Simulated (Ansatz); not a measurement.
**Calibrating MP2/def2-TZVPP on molecular compounds of Sn**

The vertical ionisation energy (cation less neutral) in eV of 6 molecular compounds of Sn: x at MP2/def2-TZVPP, y at CCSD(T)/def2-TZVPP. Shapes, held fixed at every level: PBE0-D4/def2-TZVP. Programs: Ansatz 0.2.0.

| molecule | x (eV) | y (eV) |
| --- | --- | --- |
| Sn(CH3)4 (tetramethyltin) | 9.83 | 9.72 |
| Sn(CH3)3Br (trimethyltin bromide) | 10.01 | ? |
| SnH3(CH3) | 10.77 | 10.65 |
| SnH3(CF3) | 11.29 | 11.24 |
| SnHBrCl2 (SMILES [Cl][SnH]([Cl])[Br]) | 11.34 | 11.19 |
| SnH2(CF3)F | 11.65 | 11.58 |

Question: Fit y = c + s·x to the known rows and predict y for Sn(CH3)3Br.

Answer: 
1. Means of the 5 rows: x = 10.9760, y = 10.876.
2. Σ(Δx)² = 2.0411, Σ(Δx·Δy) = 2.0744, so the slope is 2.0744/2.0411 = 1.0163.
3. Intercept: 10.876 − (1.0163) × 10.9760 = -0.279. The largest residual of the fit is 0.056.
4. Sn(CH3)3Br: -0.279 + 1.0163 × 10.01 = 9.89 eV.

CCSD(T)/def2-TZVPP gives 9.77 eV, so the prediction is off by +0.12 eV, more than the largest residual. Uncorrected, MP2/def2-TZVPP misses Sn(CH3)3Br by +0.24 eV, and the other rows by 0.10 on average. The line removes about 50 % of this miss. Left out in turn, the other rows are missed by 0.05 eV on average, so much of the error is systematic among these molecules. Cations run unrestricted. For atoms past krypton def2 sets carry core potentials with scalar relativity. Relativity is left out for Br. Outer-core shells of Br, Sn are correlated, in sets that cover them unevenly.

MP2 overestimates the ionisation energy of every molecule here, but not evenly. The error is smallest for the two CF3 compounds and largest for the two bromides, including the predicted one. The slope close to one makes the fit little more than a constant shift, which cannot follow a change in the orbital being ionised. In tetramethyltin the electron leaves a Sn–C σ bonding orbital; in the bromides it probably comes largely from a bromine lone pair, mixed in Sn(CH3)3Br with Sn–C σ bonds of similar energy. Second-order theory may describe the relaxation and delocalisation of such a hole less evenly than coupled cluster does.

The uneven error also affects ordering: MP2 places SnHBrCl2 above SnH3(CF3), while CCSD(T) reverses this close pair. The line is therefore better suited to broad substituent shifts, such as the lowering by electron-releasing methyl groups, than to fine rankings across different ligands. Two bromides with otherwise different ligands cannot show whether bromine itself or the mixing of the hole causes the larger error.
